**Margin notes on a tilted dividing plane: Cu adatom hopping on Cu(100)**

**Problem.** A Cu adatom hops between neighbouring fourfold hollows over the bridge site. Let $x$ be its displacement from the bridge along the hop, and $u$ the common displacement of the two bridge atoms along the same direction. Near the saddle take

$$V = V^\ddagger - \tfrac12 f\,(x-u)^2 + \tfrac12 g\,u^2 ,$$

with masses $m$ for $x$ and $2m$ for $u$. Data:

- $m = 63.546$ u, lattice constant $a \approx 3.61$ Å (approximate), hop length $\ell = a/\sqrt2$, $T = 300$ K.
- Barrier $E_b = 0.50$ eV (typical). The relaxed profile, $V$ minimised over $u$ at fixed $x$, is assumed to be $\tfrac12 E_b[1+\cos(2\pi x/\ell)]$.
- Bulk Debye temperature $\Theta_D = 343$ K (compiled value, Wikipedia). Set $g = 2m\omega_s^2$ with $\omega_s^{-2} = \langle\omega^{-2}\rangle$ over the Debye spectrum.

Find the factor by which classical TST on the plane $x=0$ overestimates the rate through this quadratic saddle, the tilt of that plane, the tilt at which the factor diverges, and the factor for the plane $x-u=0$.

**Solution**

*Note 1. Which mode may couple.* The plane $x=0$ is a mirror plane of the saddle geometry. A bilinear term $xy$ survives only if $y$ is odd under this mirror. The gate-opening mode, in which the bridge atoms move apart, is even and drops out at quadratic order. The mode $u$ is odd. The mirror also sends $u\to-u$, so symmetry puts the saddle at $x=0$ but does not make $x=0$ the best plane.

*Note 2. Why the formula holds.* Use mass-weighted coordinates $q_i=\sqrt{m_i}\,x_i$, so that $V=V^\ddagger+\tfrac12\mathbf q^{T}K\mathbf q$ with eigenvalues $-\omega_b^2,\ \omega_1^2,\dots,\omega_{N-1}^2$ (zero modes projected out). For the plane $\mathbf n\cdot\mathbf q=0$, $|\mathbf n|=1$, the one-way equilibrium flux is

$$k(\mathbf n)=\frac{1}{Z_R}\sqrt{\frac{k_BT}{2\pi}}\int_{\rm plane}e^{-V/k_BT}d^{N-1}q=\frac{e^{-V^\ddagger/k_BT}}{Z_R}\sqrt{\frac{k_BT}{2\pi}}\,\frac{(2\pi k_BT)^{(N-1)/2}}{\sqrt{\det K_\perp}} ,$$

where $Z_R$ is the reactant configuration integral and $K_\perp$ is $K$ restricted to the plane. The velocity factor is independent of $\mathbf n$ because mass-weighted velocities are isotropic. In an orthonormal basis whose first vector is $\mathbf n$, the cofactor rule gives $\mathbf n^TK^{-1}\mathbf n=\det K_\perp/\det K$. For $\mathbf n=\mathbf e_b$, the unstable mode, $\det K_\perp=\det K/(-\omega_b^2)$. Hence

$$\frac{k(\mathbf n)}{k_{\rm exact}}=\left[-\omega_b^2\,\mathbf n^TK^{-1}\mathbf n\right]^{-1/2}.$$

*Note 3. What "exact" means.* The unstable mode separates, $q_b(\tau)=A\cosh\omega_b\tau+B\sinh\omega_b\tau$ at time $\tau$, and this function has at most one zero. The plane $q_b=0$ is never recrossed, so $k(\mathbf e_b)$ is the exact classical rate of the quadratic saddle fed by thermal reactants.

*Note 4. The bound and its domain.* Write $\mathbf n=c_b\mathbf e_b+\sum_ic_i\mathbf e_i$. The bracket is $c_b^2-\sum_ic_i^2\,\omega_b^2/\omega_i^2\le1$, with equality only for $\mathbf n=\pm\mathbf e_b$. The Gaussian integral exists only if $K_\perp$ is positive definite. By eigenvalue interlacing $K_\perp$ has at most one non-positive eigenvalue, and $\det K<0$, so the condition is exactly that the bracket be positive. With one stable mode $\omega$, and $t$ the angle between $\mathbf n$ and $\mathbf e_b$,

$$\frac{k(t)}{k_{\rm exact}}=\left[\cos^2t-\frac{\omega_b^2}{\omega^2}\sin^2t\right]^{-1/2}=1+\tfrac12\left(1+\frac{\omega_b^2}{\omega^2}\right)t^2+O(t^4).$$

It diverges at $\tan t_c=\omega/\omega_b$, where the plane contains a line along which $V$ is flat. The ratio does not depend on $T$.

*Note 5. Force constants.* The hop length is $\ell=2.553$ Å, and the relaxed profile has curvature $-\kappa_0$ at the top, with

$$\kappa_0=2\pi^2E_b/\ell^2=1.5147\ \text{eV/Å}^2 .$$

The Debye density $3\omega^2/\omega_D^3$ gives $\langle\omega^{-2}\rangle=3/\omega_D^2$, the moment that fixes the static response of one atom. With $\hbar\omega_D=k_B\Theta_D=29.557$ meV, $\hbar\omega_s=17.065$ meV. For the mass $m$, 1 eV/Å$^2$ corresponds to $(\hbar\omega)^2=65.78$ meV$^2$, so

$$g=2\times291.21/65.78=8.854\ \text{eV/Å}^2 .$$

Minimising $V$ over $u$ gives $u=-fx/(g-f)$ and the curvature $-fg/(g-f)$. Equating this to $-\kappa_0$,

$$f=\frac{\kappa_0g}{g+\kappa_0}=1.2934\ \text{eV/Å}^2,\qquad g-f=7.5606\ \text{eV/Å}^2 .$$

The extra digits serve only to resolve a 2% difference, and unrounded values are carried forward.

*Note 6. Hessian and modes.* With $q_1=\sqrt m\,x$ and $q_2=\sqrt{2m}\,u$,

$$\hbar^2K=\frac{\hbar^2}{m}\begin{pmatrix}-f&f/\sqrt2\\ f/\sqrt2&(g-f)/2\end{pmatrix}=\begin{pmatrix}-85.08&60.16\\60.16&248.67\end{pmatrix}\text{meV}^2 .$$

The eigenvalues are $-95.6$ and $259.2$ meV$^2$, so $\hbar\omega_b=9.777$ meV and $\hbar\omega=16.10$ meV. The unstable vector has $q_2/q_1=-(K_{11}+\omega_b^2)/K_{12}=-0.1748$. The normal $(1,0)$ of the plane $x=0$ is therefore tilted by $t=9.91^\circ$, far below $t_c=58.7^\circ$.

*Note 7. The plane $x=0$.*

$$\cos^2t-\frac{\omega_b^2}{\omega^2}\sin^2t=0.97037-0.36883\times0.02963=0.95944,\qquad \frac{k}{k_{\rm exact}}=1.021 .$$

The small-angle form gives 1.020. At 300 K, where $k_BT=25.85$ meV, the factor amounts to a free-energy barrier too low by $k_BT\ln(k/k_{\rm exact})=0.5$ meV.

*Note 8. The same number from the relaxed curvature.* For $\mathbf n=(1,0)$, $(K^{-1})_{11}=1/(K_{11}-K_{12}^2/K_{22})=-1/\omega_0^2$, where $\omega_0^2=\kappa_0/m$ belongs to the potential of mean force along $x$. Thus $k/k_{\rm exact}=\omega_0/\omega_b$. Here $(\hbar\omega_0)^2=99.64$ meV$^2$ and $9.982/9.777=1.021$. The frozen-substrate value $\hbar\sqrt{-K_{11}}=9.224$ meV is the wrong numerator: it gives 0.943, below the bound. The secular equation $\det(K+\lambda^2 I)=0$ rearranges to

$$\lambda^2+\lambda\hat\gamma(\lambda)=\omega_0^2,\qquad \hat\gamma(\lambda)=\frac{K_{12}^2}{K_{22}}\,\frac{\lambda}{\lambda^2+K_{22}},$$

with positive root $\lambda=\omega_b$. Here $\hat\gamma$ is the Laplace transform of the friction kernel $(K_{12}^2/K_{22})\cos(\sqrt{K_{22}}\,\tau)$. The transmission coefficient $\kappa=k_{\rm exact}/k=\omega_b/\omega_0=0.9795$ is that of Grote and Hynes (1980), which Pollak (1986) obtained as multidimensional TST in the normal modes.

*Note 9. Where the excess flux goes.* A point on the tilted plane ends in products if $A=\dot q_b+\omega_bq_b>0$. Both $A$ and the normal velocity $v_n$ are Gaussian with zero mean, so $\kappa=\langle v_n\theta(A)\rangle/\langle v_n\theta(v_n)\rangle$ is their correlation coefficient. On the plane $q_b=-s\sin t$, where $s$ is the coordinate along the plane, $\langle s^2\rangle=k_BT/K_\perp$ and $K_\perp=\omega^2\cos^2t-\omega_b^2\sin^2t$. Then $\langle v_n^2\rangle=k_BT$, $\langle v_nA\rangle=k_BT\cos t$ and $\langle A^2\rangle=k_BT\,\omega^2\cos^2t/K_\perp$, which gives $\kappa=\sqrt{K_\perp}/\omega$, the inverse of the ratio in Note 4. Let $P$ be the share of forward flux that ends in products. Inversion $(\mathbf q,\dot{\mathbf q})\to(-\mathbf q,-\dot{\mathbf q})$ shows that the backward flux ending in products has the share $1-P$, so $\kappa=2P-1$. Only $(1-\kappa)/2=1.0\%$ of the forward flux falls back to reactants.

*Note 10. Planes in Cartesian terms.* The plane $\mathbf a\cdot\mathbf x=0$ has $\mathbf n\propto M^{-1/2}\mathbf a$, with $M$ the mass matrix. With the Cartesian Hessian $H=M^{1/2}KM^{1/2}$,

$$\mathbf n^TK^{-1}\mathbf n=\frac{\mathbf a^TH^{-1}\mathbf a}{\mathbf a^TM^{-1}\mathbf a}.$$

For $\mathbf a=(1,-1)$ the numerator is $-1/f$ and the denominator $3/(2m)$. The ratio is $\omega_{\rm eff}/\omega_b$ with $\omega_{\rm eff}^2=3f/(2m)$ and $\hbar\omega_{\rm eff}=11.30$ meV, which gives 1.155. The normal $(1,-1/\sqrt2)$ lies $35.26^\circ$ from the $q_1$ axis, on the same side as $\mathbf e_b$.

The unstable mode moves the atoms as $u/x=-0.1748/\sqrt2=-0.124$, against $-0.171$ on the statically relaxed path. The plane free of recrossing is $q_1-0.1748\,q_2=0$, or $x-0.247\,u=0$. Taking the Cartesian displacement as the normal gives a different plane.

| plane | $t$ (deg) | $k/k_{\rm exact}$ |
|---|---|---|
| $x-0.247u=0$ | 0 | 1 |
| $x-0.124u=0$ | 4.92 | 1.005 |
| $x=0$ | 9.91 | 1.021 |
| $x-u=0$ | 25.35 | 1.155 |

The position relative to the bridge atoms looks like the natural coordinate, but it overshoots the best normal and does worse than the bare adatom position.

*Note 11. Neglected terms of similar size.* The Wigner tunnelling term at 300 K is $(\hbar\omega_b/k_BT)^2/24=0.006$. The quantum partition function of the stable mode lowers the rate by $(\hbar\omega/k_BT)^2/24=0.016$, and the well modes raise it by terms of the same form. Anharmonicity of the cosine well enlarges $Z_R$ by $k_BT/(4E_b)=0.013$ at leading order, which cancels in the ratio but not in an absolute rate. A 2% correction therefore does not make the absolute rate accurate to 2%. The quadratic form itself is safe on $x=0$, where $u$ spreads over $\sqrt{k_BT/(g-f)}=0.058$ Å $\ll\ell$. Near $t_c$ the spread along the plane grows without limit, higher-order terms of $V$ cut off the divergence, and the formula fails before $t_c$ is reached.

*Note 12. Sensitivity and result.* At fixed $\kappa_0$ the ratio depends only on $\omega_0/\omega_s$. The stiffer choice $\omega_s^2=\langle\omega^2\rangle=\tfrac35\omega_D^2$ ($\hbar\omega_s=22.9$ meV) gives 1.007. Halving $g$ ($\hbar\omega_s=12.1$ meV), as a rough allowance for soft surface atoms moving in phase, gives 1.063. The model's overestimate on the plane $x=0$ is about 2%, within a range of 1 to 6%, and about 16% on $x-u=0$. As typical knowledge, transmission coefficients for simple hops on fcc(100) metal surfaces lie near 0.9, so this one-mode model probably places $\kappa$ too high by up to about 10% and understates the excess $1/\kappa-1$ by a factor of a few, since it omits the other odd phonons and all anharmonic recrossing.